## What do field-dependent nucleation barriers of γ-Al₂O₃ in amorphous anodic alumina determine?

I am learning to invert free-energy calculations for crystallisation of barrier anodic alumina. The numbers below are made up for the exercise and rounded as such output would be. The imagined run uses a polarisable potential at 800 K in a cubic cell of fixed edge 5 nm, with the cell-averaged field $E$ held fixed and results averaged over $\pm E$. Uncertainties are independent standard deviations.

- Polarisation of the nucleus-free amorphous cell at 0.5 V/nm: $0.0336\pm0.0004$ C/m²
- Zero-field barrier, nucleus inside the oxide: $W_0=5.75\pm0.10$ eV
- Critical radius of that nucleus: $r_0=0.86\pm0.03$ nm
- Zero-field barrier, nucleus on a flat Al electrode: $W_{\rm het}=2.30\pm0.10$ eV
- Lowering $\Delta$ of $W_0$ by the field, each $\pm0.005$ eV:

| $E$ (V/nm) | 0.4 | 0.6 | 0.8 | 1.0 |
|---|---|---|---|---|
| $\Delta$ (eV) | 0.021 | 0.035 | 0.074 | 0.107 |

Which parameters of classical nucleation theory follow, are they unique, and how well are they fixed?

## Answer

### The model

Take both phases as linear, isotropic, insulating dielectrics with relative permittivities $\epsilon_a$ (amorphous) and $\epsilon_c$ (crystal), and let the nucleus replace an equal volume of matrix. $E$ is the field in the amorphous oxide far from the nucleus. At fixed electrode potentials the electrical free energy is $G=U-QV=-\tfrac12\int\mathbf E\cdot\mathbf D\,dV$. Call the states without and with the nucleus 1 and 2. Their potentials agree on the electrodes and neither $\mathbf D$ has sources in the oxide, so $\int(\mathbf E_2-\mathbf E_1)\cdot\mathbf D_{1,2}\,dV=0$. Therefore

$$\Delta G=-\tfrac12\int(\mathbf E_1\cdot\mathbf D_2-\mathbf E_2\cdot\mathbf D_1)\,dV=-\tfrac12\epsilon_0(\epsilon_c-\epsilon_a)\int_{\rm nucleus}\mathbf E_1\cdot\mathbf E_2\,dV .$$

For a sphere, continuity of the potential and of normal $D$ gives a uniform inner field $3\epsilon_aE/(\epsilon_c+2\epsilon_a)$. The gain per volume of nucleus is

$$g_E=K\epsilon_0E^2,\qquad K=\tfrac32\epsilon_a\beta,\qquad \beta=\frac{\epsilon_c-\epsilon_a}{\epsilon_c+2\epsilon_a},$$

which is positive only if $\epsilon_c>\epsilon_a$. With interfacial energy $\gamma$ and zero-field driving force $\Delta g>0$ per volume (net of misfit strain), the work of formation $4\pi r^2\gamma-\tfrac43\pi r^3(\Delta g+g_E)$ has its maximum at

$$r^*=\frac{2\gamma}{\Delta g+g_E},\qquad W=\frac{16\pi\gamma^3}{3(\Delta g+g_E)^2}.$$

A spherical cap on a flat wall, with contact angle $\theta$ measured inside the crystal and obeying Young's relation, has its volume term and net surface term both scaled by $f(\theta)=(2-3\cos\theta+\cos^3\theta)/4$, so its barrier is $fW$. The unknowns are $\epsilon_a,\gamma,\Delta g,\theta,\epsilon_c$. Below, intermediates are carried unrounded.

### Inversion

**Matrix permittivity.** From $P=\epsilon_0(\epsilon_a-1)E$, $\epsilon_a=8.59\pm0.09$.

**Interfacial energy and driving force.** At zero field $W_0=\tfrac43\pi r_0^2\gamma=\tfrac12\Delta g\,V_0$ with $V_0=\tfrac43\pi r_0^3=2.66$ nm³. So

$$\gamma=\frac{3W_0}{4\pi r_0^2}=0.30\pm0.02\ \text{J/m}^2,\qquad \Delta g=\frac{2W_0}{V_0}=0.69\pm0.07\ \text{GJ/m}^3 .$$

The 3.5 % uncertainty of $r_0$ enters doubled and tripled and swamps the 1.7 % of $W_0$. The two results are correlated through $\gamma=\Delta g\,r_0/2$.

**Contact angle.** $f=W_{\rm het}/W_0=0.400\pm0.019$. Since $df/d\theta=\tfrac34\sin^3\theta>0$, there is one root, $\theta=82.3^\circ\pm1.5^\circ$. The inversion is well conditioned here and would degrade near $0^\circ$ or $180^\circ$, where the slope vanishes.

**Field coupling.** Write $g_E/\Delta g=bE^2$. Then $W_0-\Delta=W_0/(1+bE^2)^2$, and $x=(1-\Delta/W_0)^{-1/2}-1$ equals $bE^2$ exactly:

| $E$ (V/nm) | 0.4 | 0.6 | 0.8 | 1.0 |
|---|---|---|---|---|
| $10^3x$ | 1.83 | 3.06 | 6.50 | 9.44 |

To leading order each $x$ carries $\sigma_\Delta/2W_0=0.43\times10^{-3}$. A least-squares line through the origin, with $\sum E^4=1.5648$ (V/nm)⁴, gives

$$b=\frac{\sum xE^2}{\sum E^4}=(9.58\pm0.35)\times10^{-3}\ (\text{nm/V})^2,$$

with $\chi^2=2.1$ for three degrees of freedom. The quoted uncertainty is that from $\Delta$ alone. Then $K=b\,\Delta g/\epsilon_0=0.75$, $\beta=2K/3\epsilon_a=0.058$, and

$$\epsilon_c-\epsilon_a=\frac{2K}{1-\beta}=1.59 .$$

For the propagation, note that to first order $\Delta=2W_0bE^2=g_EV_0$. Hence $K\simeq\Delta/(\epsilon_0E^2V_0)$ and $W_0$ drops out. The relative uncertainty of $K$ combines 3.6 % from the fit with 10.5 % from $r_0^3$, 11 % in all. Because $d\ln(\epsilon_c-\epsilon_a)/d\ln K=1/(1-\beta)=1.06$, the contrast is $1.59\pm0.19$. Its derivative with respect to $\epsilon_a$ at fixed $K$ is only $-0.011$, so the uncertainty of $\epsilon_a$ passes almost unchanged into $\epsilon_c=10.2\pm0.2$. The finite cell matters little. In the Maxwell Garnett estimate it multiplies $g_E$ by $1/(1-\phi\beta)$ with $\phi$ the volume fraction of the nucleus, a change of 0.1 %.

### Uniqueness

Given all five kinds of data, the solution is unique. Besides $f(\theta)$, the function $K(\epsilon_c)$ is monotonic, $dK/d\epsilon_c=\tfrac92\epsilon_a^2/(\epsilon_c+2\epsilon_a)^2>0$, and it saturates at $\tfrac32\epsilon_a=12.9$ for a conducting nucleus, far above the value found.

Without $r_0$ uniqueness fails exactly. The curve $W_0/(1+bE^2)^2$ has two parameters, and the rescaling $r_0\to\lambda r_0$, $\gamma\to\lambda^{-2}\gamma$, $\Delta g\to\lambda^{-3}\Delta g$, $K\to\lambda^{-3}K$ leaves both unchanged. More fields or finer shifts cannot help, since even the curvature term $3W_0b^2E^4$ (0.0016 eV at 1 V/nm) contains only $W_0$ and $b$. What the shifts fix is $KV_0$, the excess polarisability of the nucleus. This makes the definition of the radius the weak point. The model needs the surface of tension and the dielectric boundary to coincide with the radius that an order parameter reports. An offset of $\pm0.1$ nm moves the contrast to 1.1 (for 0.96 nm) or 2.4 (for 0.76 nm), well outside the statistical band. The sign of the contrast survives any such offset.

### The cap in a field

Combining $f(\theta)$ with the sphere's $g_E$ is exact at fixed shape only for $\theta=90^\circ$ on a conductor, where the hemisphere and its image form a sphere. For other shapes two trial fields bound the gain. Keeping $\mathbf E$ uniform gives $g_E\le\tfrac12\epsilon_0(\epsilon_c-\epsilon_a)E^2$ (the needle), and keeping $\mathbf D$ uniform gives $g_E\ge\tfrac12\epsilon_0(\epsilon_c-\epsilon_a)E^2\epsilon_a/\epsilon_c$ (the slab). These are 1.06 and 0.90 times the sphere value. Distortion of the nucleus by the field changes the barrier only at order $E^4$, because the critical nucleus is a stationary point with respect to shape.

### What the inferred model predicts

Take 0.75 V/nm, a typical forming field, as input. Then $g_E=3.7$ MJ/m³, or 0.54 % of $\Delta g$, and $r^*$ shrinks by 0.005 nm. With $k_BT=68.9$ meV the barrier falls by 0.061 eV inside the oxide, a factor 2.4 in $e^{-W/k_BT}$, and by about 0.025 eV on the metal, a factor 1.4. These shifts need only $b$ and the zero-field barriers, so the radius problem does not touch them. To see what a larger contrast would do, give the nucleus the static permittivity of corundum along $c$, 11.614 (compiled value, Stokey 2021, for a different phase). Then $g_E=6.7$ MJ/m³, still only 1.0 % of $\Delta g$.

Three effects outside the model rival this one in a real film.

1. **Field-assisted hopping.** A carrier of charge $q$ and activation distance $a$ has its rate multiplied by $e^{s\cos\vartheta}$ with $s=qaE/k_BT$ and $\vartheta$ the angle between hop and force. The average over directions is $\sinh s/s$. Approximate inputs $q=2e$ and $a=0.15$ nm give $s=3.3$ and a factor 4.0 in the attachment rate, more than the barrier effect.
2. **Heating.** At fixed $W$, a rise of about 9 K lowers $W/k_BT$ as much as the field does.
3. **Densification.** If crystallisation removes a volume $\eta V$ per crystal volume $V$ and the film thins at fixed voltage, the Maxwell stress $\tfrac12\epsilon_0\epsilon_aE^2=21$ MPa does work. An approximate $\eta=0.15$ gives up to 3.2 MJ/m³, nearly $g_E$ itself, whatever the sign of $\epsilon_c-\epsilon_a$. The fixed cell excludes this term from the data, but it dilates the matrix instead, and any resulting change of matrix permittivity is folded into the inferred $\epsilon_c$, which is thus an effective value.

All these numbers belong to the model. The data were chosen so that both permittivities land near the range of roughly 8 to 10 typical of alumina films, and so that $\Delta g$, which is 19 kJ/mol for an approximate molar volume of 28 cm³/mol, has the order of tens of kJ/mol typical of this transition. A real film at 800 K would typically pass ionic current or break down well below these fields, and at half the field $g_E$ is four times smaller.